# One stiffness is too few for layered MoTe₂

## The scaling argument

If every length in a crystal grew in the same proportion, each would follow the cube root of the volume. From the smallest to the largest volume below, that makes 7.7%. The bonds between molybdenum and tellurium, which are the shortest distance in the table, grow by only 2.2%. The space between the tellurium planes of neighbouring layers grows by 32%. The picture of a uniformly swelling solid therefore fails, and the lengths show where: the gaps between the layers open far more than anything else, though the layers also widen by about 5%.

Layered MoTe₂ (P6₃/mmc, 6-atom cell) in Ansatz 0.2.0 with scalar-relativistic PBE+D3(BJ), no spin polarisation; cell shape and atoms relaxed at each fixed volume, forces to 0.01 eV/Å. PAW, plane-wave cutoff 420 eV, 12×12×2 k mesh, Gaussian smearing 0.02 eV. Energies are relative to the elements in their standard forms; positive pressure means compression.

```
volume (relaxed cell) (Å³/atom)  c/a (relaxed cell)  shortest distance (relaxed cell) (Å)  energy over elements (eV/atom)  pressure (GPa)
                         21.274              3.8480                                 2.673                          -0.191           9.370
                         22.000              3.8517                                 2.686                          -0.226           6.220
                         22.725              3.8633                                 2.697                          -0.248           3.630
                         23.449              3.8840                                 2.707                          -0.260           1.580
                         24.901              3.9646                                 2.723                          -0.261          -1.140
                         25.626              4.0270                                 2.728                          -0.254          -1.900
                         26.593              4.1343                                 2.732                          -0.240          -2.430
```

## A straight line put to the test

The usual companion of uniform scaling is Hooke's law, in which pressure falls in proportion to the added volume. Let $V$ be the volume per atom and $P$ the pressure, negative when the crystal is pulled outwards. The two rows on either side of zero pressure fix the line:

$$\frac{\Delta P}{\Delta V}=\frac{-1.140-1.580}{24.901-23.449}=-1.87\ \text{GPa per Å}^3/\text{atom}$$

At the smallest volume, which had no part in fixing the line, it gives

$$P = 1.58 + 1.87\times(23.449-21.274)\approx 5.7\ \text{GPa}.$$

The calculation gives 9.4 GPa, so the line falls short by about 40% of the computed pressure. At the largest volume it errs the other way and predicts a tension of 4.3 GPa where the calculation finds 2.4 GPa. The real curve is steeper than the line under compression and flatter under tension. This bend belongs to the computed crystal and is no numerical noise, because the pressures agree with the slope of the energy to within about 0.15 GPa, as closely as the rounded energies and the wide steps allow.

The bulk modulus, $-V\,\Delta P/\Delta V$, measures the resistance to a change of volume. Taken between neighbouring rows, it falls at every step, from 94 GPa at the compressed end to 14 GPa at the stretched end. A single value read near zero pressure describes neither end. Part of this is ordinary, since most crystals harden when squeezed. The size of the change is not ordinary: the modulus moves by about 8 GPa for each GPa of pressure on average, where 4 to 5 is usual for dense solids. Where the excess comes from shows when the two edges are followed separately.

## Where the volume goes

The crystal has two independent edges: $a$ within the layers and $c$ across them. Its volume is proportional to $a^2c$, so uniform scaling would put two thirds of any volume change into the plane. A crystal that is merely softer in one direction, but still obeys Hooke's law, would have a different share that stays nearly constant. Here the share drifts from 65% in the most compressed step to 19% in the most stretched one. This drift is the clearest sign of the failure, and it shows in the table as a ratio $c/a$ that moves little at first and then climbs ever faster. The first step is the least certain: the smallest cell stopped relaxing with 0.13 GPa more stress in the plane than across it, and removing that would be expected to lower the 65% by a few points.

The strain per GPa tells which edge is responsible. Between the first step and the last, the crystal becomes about twice as soft along $a$, but fifteen times as soft along $c$. The sheet printed after this text lists both edges step by step.

## Why the contact between layers bends the curve

Think of two springs in series, one stiff and one soft. Both carry the same force, so the soft one takes most of the extension. The stiff spring stands for a Te–Mo–Te layer with its strong bonds, the soft one for the contact between layers. The analogy covers only the direction across the layers, and even there the layer is no simple spring: it thins slightly as the crystal expands, because the bonds tilt towards the plane when the layer widens, and their own lengthening makes up most but not all of the lost height.

The soft spring also changes its stiffness, and standard theory of weak bonding explains how. Facing tellurium atoms attract each other by dispersion, which fades slowly with distance, and repel each other when their electron clouds overlap, which grows steeply at short range. Squeezing brings up the repulsion, and the contact hardens until the crystal yields almost equally along both edges. The contact is still the soft part there: in the most compressed step it closes by about 3% while $a$ shrinks by about 1%. The edges match because the layer fills more than half of $c$ and doesn't shrink across its thickness. Pulling leads towards the greatest tension that the attraction can bear, where the stiffness across the layers would vanish. The stretched rows are on their way there, and their exact softness rests on the one dispersion correction used.

## A doubtful metal

At the smallest volume the calculation also reports a metal, and here the weak point is the electronic method. The filled and empty bands overlap by only 6 meV, less than the 20 meV over which the occupations were smeared. The band edges are read on the k mesh, which can miss the true extrema, so the overlap within PBE may be somewhat larger and may set in at a lower pressure. PBE usually makes band gaps too small, and the gap shrinks by about 70 meV per GPa on the way to this row. An error of 0.1 eV would thus move the closing by more than 1 GPa, and typical errors are larger. The true closing probably needs a higher pressure, though spin-orbit coupling, left out here, shifts the band edges too.

## A rule for use

Before a bulk modulus is carried from one pressure to another, compare how much of each volume change comes from stretching within the plane of the layers. If that share drifts, follow the two edges separately and take the stiffness from the pressure range in which the material will work. A steady share doesn't make one value safe: in a cubic crystal under even pressure, two of the three edges always take two thirds of the change, yet the bulk modulus still varies with pressure.

Output of the analysis:

```
Geometry and straight-line pressure:
     row  a (Å)  c (Å)  layer thickness (Å)  Te plane spacing (Å)  line pressure (GPa)  band gap (eV)
  21.274  3.371  12.97                3.665                 2.821                5.654        -0.0064
    22.0  3.408  13.13                3.657                 2.906                4.294         0.2094
  22.725  3.441  13.29                3.648                     3                2.936          0.362
  23.449  3.471  13.48                3.639                 3.102                 1.58         0.5189
  24.901  3.517  13.94                3.628                 3.344                -1.14         0.7424
  25.626  3.533  14.23                3.623                  3.49               -2.498         0.8388
  26.593  3.545  14.66                3.619                  3.71                -4.31         0.9192
Step from the row above:
     row  bulk modulus (GPa)  a strain per GPa (%)  c strain per GPa (%)  in-plane share of volume change (%)
    22.0               93.88                0.3449                0.3754                                64.76
  22.725               79.89                0.3786                0.4947                                60.48
  23.449               65.37                0.4231                0.6837                                55.31
  24.901               45.29                0.4846                  1.24                                43.88
  25.626               26.48                0.5738                 2.629                                30.39
  26.593               14.31                0.6757                 5.637                                19.34
Growth of mean length from smallest to largest volume (%): 7.722
Growth of edge a (%): 5.176
Growth of edge c (%): 13
Growth of Mo-Te distance (%): 2.207
Change of layer thickness (%): -1.249
Growth of Te plane spacing (%): 31.51
Computed pressure over line pressure at smallest volume (ratio): 1.657
Line tension over computed tension at largest volume (ratio): 1.773
Bulk modulus of first step over last step (ratio): 6.56
Softness along a of last step over first step (ratio): 1.959
Softness along c of last step over first step (ratio): 15.02
Largest difference of energy slope and mean pressure (GPa): 0.1546
Band overlap at smallest volume (meV): 6.4
Gap lost per GPa in the step to smallest volume (meV per GPa): 68.51
```
